## Question

PH₂ is the fragment left when phosphine loses one hydrogen atom. The table follows the atomization energy of PH₂, the energy needed to separate it into P + 2 H, through six basis sets. The method is coupled cluster throughout, with the geometry and the electronic state unchanged.

Calculated with Ansatz 0.2.0 for neutral PH₂ in its doublet state, using UHF-based CCSDT(Q) without relativistic corrections. The 1s, 2s and 2p core orbitals of phosphorus are frozen, and every basis set uses the same MP2(full)/6-31G* geometry.

| basis | functions | atomization energy less its quadruple-zeta value (kJ/mol) |
| --- | --- | --- |
| STO-3G | 11 | 70.10 |
| 6-31G | 17 | -180.20 |
| 6-31Gstar | 23 | -108.90 |
| cc-pV(D+d)Z | 33 | -55.50 |
| cc-pV(T+d)Z | 67 | -14.30 |
| cc-pV(Q+d)Z | 124 | 0.00 |

The energy of the PH₂ molecule itself lies above its quadruple-zeta value by 10503 kJ/mol in STO-3G, by 515 kJ/mol in 6-31G and by 289 kJ/mol in 6-31Gstar.

(a) The smallest set gives the largest atomization energy, and the next set gives the smallest. Find, for both, how much too high the free atoms lie.

(b) STO-3G describes hydrogen by one orbital that imitates $e^{-\zeta r}$ with $\zeta = 1.24$, in atomic units. Estimate the resulting error of two free hydrogen atoms and compare it with the STO-3G excess.

(c) 6-31Gstar differs from 6-31G only by d functions on phosphorus. They improve the free phosphorus atom too. Why does the atomization energy still rise?

(d) Can the last three rows be extrapolated with an error that falls as $n^{-3}$, where $n = 2, 3, 4$ for the double-, triple- and quadruple-zeta sets?

## Model answer

**(a)** The atomization energy is $D = E_\text{atoms} - E_\text{molecule}$. If a basis places the atoms too high by $\varepsilon_\text{atoms}$ and the molecule by $\varepsilon_\text{molecule}$, both counted from quadruple-zeta, then the tabulated shift is

$$\Delta D = \varepsilon_\text{atoms} - \varepsilon_\text{molecule}.$$

For 6-31G the atoms are therefore too high by $515 - 180 = 335$ kJ/mol. They suffer less than the molecule, and binding comes out too weak.

For STO-3G the same sum gives $10503 + 70 = 10573$ kJ/mol. Here the atoms suffer slightly more than the molecule, and binding comes out too strong. The excess is only 0.7% of the atoms' error. The set is very poor for both sides, and a small imbalance between two huge errors decides the sign.

**(b)** For a hydrogen atom, the orbital $e^{-\zeta r}$ has kinetic energy $\zeta^2/2$ and potential energy $-\zeta$ in hartree. The total,

$$E(\zeta) = \frac{\zeta^2}{2} - \zeta = -\frac12 + \frac{(\zeta-1)^2}{2},$$

is lowest at $\zeta = 1$. With $\zeta = 1.24$ each atom lies 0.0288 hartree too high, and two atoms lie 151 kJ/mol too high.

The exponent was chosen as a typical value for molecules. When hydrogen forms a bond, its orbital contracts, because sharing the electron between two centres eases the cost in kinetic energy of staying close to the nuclei. A minimal basis has one fixed orbital and cannot relax it when the bond breaks. The separated atoms keep an orbital made for molecules and pay the penalty in full.

This penalty is about twice the excess of 70 kJ/mol. Removing it from the atoms alone would turn the excess into a shortfall of about 81 kJ/mol, but this overstates its effect, because it assumes that 1.24 suits hydrogen in PH₂. The P–H bond is long and hydrogen gives up little charge to phosphorus, so its orbital is expected to contract less than 1.24 implies. The molecule then pays a good part of the penalty as well, and only the remainder, expected to be about as large as the excess itself, inflates the atomization energy. The large value is still a sign of badly described fragments, not of a well-described bond.

**(c)** The d functions lower the molecule by 226 kJ/mol and the atoms by 155 kJ/mol. The difference is the gain of 71 kJ/mol in atomization energy. Since the functions on hydrogen are unchanged, the atomic improvement belongs entirely to phosphorus.

The two sides use the new functions differently. In PH₂ the hydrogen atoms pull the phosphorus orbitals out of their atomic shape, and d functions let the 3p orbitals bend towards the bonds. This already lowers the mean-field energy, in which each electron feels only the average of the others. The free phosphorus atom, with one electron in each 3p orbital, is spherical, and symmetry keeps d functions out of its occupied orbitals. It uses them for correlation, since they help electrons to avoid each other in angle.

The calculation supports this picture. The mean-field energy of the molecule falls by 101 kJ/mol, more than the whole gain in atomization energy. Correlation in the molecule brings another 126 kJ/mol, but the free atom's improvement has to be subtracted. If that improvement is nearly all correlation, correlation works slightly against binding in this step, and the gain comes from the bending of the orbitals.

**(d)** Not reliably. Measured from quadruple-zeta, the law makes the double-zeta shift larger than the triple-zeta shift by the factor

$$\frac{1/8 - 1/64}{1/27 - 1/64} \approx 5.1 .$$

From the triple-zeta row it predicts $-73$ kJ/mol for double-zeta, while the table has $-55.5$ kJ/mol. The inverse cube describes the late convergence of correlation, where ever higher angular functions resolve how two electrons avoid each other at close range. A double-zeta set is too small for that regime: even the correlation energy of the molecule gives a factor of 4.6 rather than 5.1, and its mean-field energy, for which the law was never meant, gives 4.7. The free atoms give 5.2, and taking the difference of the two sides magnifies this mismatch, so the factor for the atomization energy drops to 3.9.

## Remarks on the reasoning

A mistake to avoid in (a) is to treat basis error as a property of the molecule alone. For a variational mean-field energy, more flexibility can only help, but an atomization energy is a difference and carries no such guarantee. This is why 6-31G, with 17 functions against 11, can overshoot and end farther from the quadruple-zeta value than STO-3G. It repairs the free hydrogen atoms almost completely and still gives the bonds no polarization functions.

The estimate in (b) has no adjusted constant, and no row was fitted. It shows that hydrogen can supply an imbalance as large as the STO-3G shift, but it is an upper bound, since it ignores the molecule's share of the penalty, and even so it does not cover the whole fall to 6-31G. With the known energies of the hydrogen atom in these sets, taken to two figures, better hydrogen atoms account for about 164 of the 250 kJ/mol. The other 86 kJ/mol mean that the free phosphorus atom alone gains more from the larger set than the whole molecule does. Two overlapping causes are expected, and these runs do not separate them. The valence exponent of phosphorus in STO-3G is also fixed at a molecular value, too tight for the free atom, and phosphorus in the STO-3G molecule can borrow the functions of its hydrogen neighbours, a help that the free atom lacks. Correlation is an unlikely cause. In STO-3G the free phosphorus atom has no empty orbital for its valence electrons of majority spin and only one valence electron of minority spin, so it has no valence correlation energy at all, and the larger set gives it a first share. But the molecule also gains 56 kJ/mol of correlation energy in this step, and the atom, with five valence electrons against seven and still no d functions, is expected to gain less. Correlation should then work slightly against the fall.

In (c) a good answer says which step is argued rather than computed. The table counts 23 functions against 17, so the added set has six members, although there are only five true d functions. The sixth is spherical and may lower the mean-field energy of the free atom as well. The conclusion that correlation opposes binding here holds as long as this effect stays below 29 kJ/mol, the margin by which the mean-field gain of the molecule exceeds the gain in atomization energy. One extra spherical function on a split-valence atom is expected to give far less.

It would also be wrong to carry the answer to (c) over to the end of the series. From triple- to quadruple-zeta the mean-field energy of the molecule falls by only 9 kJ/mol, whereas its correlation energy grows by 24 kJ/mol. The shape of the orbitals is then nearly settled, and the slow part of the work is to keep electrons apart. The atoms share in this improvement, so the atomization energy rises by only 14 kJ/mol.

For (d), the law can still be used to look beyond the table. It would add about 10 kJ/mol to the quadruple-zeta value, while steps that shrink by a constant factor would add about 8 kJ/mol. Their closeness proves little, since the first law has just failed on the double-zeta row and the second uses up all three values. Quadruple-zeta is a convenient zero, not the end of the series. The printed analysis after this text sets out the shortfalls of atoms and molecule for every row.

The lesson concerns any step that releases a hydrogen atom: a small basis may describe the fragments and the bound molecule with unequal care. A simple first test is to compute the free hydrogen atom in the same basis and compare it with the exact $-1/2$ hartree. A poor result exposes the trap of STO-3G. A good one, as 6-31G shows, does not yet vouch for the bond.

Numerical output:

```
Shortfalls against quadruple-zeta in kJ/mol:
          row  atomization energy  free atoms too high by  molecule too high by  binding shortfall in percent of molecular shortfall
       STO-3G               708.1                   10573                 10503                                              -0.6674
        6-31G               457.8                   335.2                 515.4                                                34.96
    6-31Gstar               529.1                     180                 288.9                                                37.69
  cc-pV(D+d)Z               582.5                   96.58                 152.1                                                36.49
  cc-pV(T+d)Z               623.7                   18.41                 32.71                                                43.72
  cc-pV(Q+d)Z                 638                       0                     0                                                    0
Gains from the row above in kJ/mol:
          row  atomization energy  lowering of atoms  lowering of molecule  its mean-field part  its correlation part
        6-31G              -250.3              10238                  9988                 9932                 55.89
    6-31Gstar                71.3              155.2                 226.5                100.6                 125.9
  cc-pV(D+d)Z                53.4              83.46                 136.9                69.47                  67.4
  cc-pV(T+d)Z                41.2              78.17                 119.4                33.99                 85.38
  cc-pV(Q+d)Z                14.3              18.41                 32.71                9.134                 23.57
Role of the free hydrogen atoms in kJ/mol:
          row  error of two H atoms against quadruple-zeta  shift with this error removed
       STO-3G                                          173                         -102.9
        6-31G                                        9.189                         -189.4
    6-31Gstar                                        9.189                         -118.1
  cc-pV(D+d)Z                                        3.518                         -59.02
  cc-pV(T+d)Z                                       0.7351                         -15.04
  cc-pV(Q+d)Z                                            0                              0
Error of two H atoms from the exponent 1.24 alone (kJ/mol): 151.2
STO-3G shift with that exponent error removed (kJ/mol): -81.13
Fall of atomization energy from STO-3G to 6-31G (kJ/mol): 250.3
Part of this fall from better free H atoms (kJ/mol): 163.8
Part of this fall left unexplained by H atoms (kJ/mol): 86.47
STO-3G excess in percent of the shortfall of its atoms: 0.663
Correlation energy of PH2 in STO-3G (kJ/mol): 113.8
Mean-field gain of PH2 less atomization gain when d functions are added to 6-31G (kJ/mol): 29.26
Double-zeta shift predicted by the inverse-cube law from triple-zeta (kJ/mol): -73.05
Prediction less computed double-zeta shift (kJ/mol): -17.55
Rise left beyond quadruple-zeta by the inverse-cube law (kJ/mol): 10.44
Rise left beyond quadruple-zeta if steps shrink by a constant factor (kJ/mol): 7.602
Largest (Q) term in PH2 (kJ/mol): 0.6172
```
